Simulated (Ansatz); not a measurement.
**From Cu to Au: the dipole moment**

One atom is swapped for its congeners: C3H6CuN `CC#[N+][Cu-][CH3]`; C3H6AgN `CC#[N+][Ag-][CH3]`; C3H6AuN `CC#[N+][Au-][CH3]`. All are singlets with charge 0.

Shapes, held fixed at every level: PBE0-D4/def2-TZVP. Programs: Ansatz 0.2.0. Values in D.

| level | C3H6CuN | C3H6AgN | C3H6AuN |
| --- | --- | --- | --- |
| PBE-D4/def2-TZVPP | 7.89 | 8.33 | 7.31 |
| r2SCAN-D4/def2-TZVPP | 8.22 | 8.65 | 7.59 |
| B3LYP-D4/def2-TZVPP | 8.65 | 8.79 | 7.79 |
| wB97M-V/def2-TZVPP | 9.17 | 9.34 | 8.36 |

At wB97M-V/def2-TZVPP the dipole moment isn't monotonic: it is largest for Ag and smallest for Au (9.34 and 8.36 D). Every level shows the same order. For atoms past krypton def2 sets carry core potentials with scalar relativity.

The drop from silver to gold is the firm result: it is nearly the same size with all four functionals. Silver's lead over copper is smaller and narrows with the two hybrids, so that part of the order is less secure. In these linear-type M(I) complexes, the polar metal–methyl bond and the acetonitrile dipole point the same way, with the negative end at the metal-bound methyl, which accounts for the large totals. Gold probably falls lowest because relativity contracts and stabilises its 6s shell, making the metal more electronegative and the Au–C bond more covalent, so less negative charge stays on the methyl group. Silver lacks most of this effect and has a larger radius than copper, which suggests a longer lever arm for a similarly polar bond. The dipole rises from PBE to wB97M-V for every metal, perhaps because exact exchange keeps more charge on the methyl group. Total dipoles alone can't separate charge transfer from bond length, nor do they rank the metal–nitrile bond strengths.
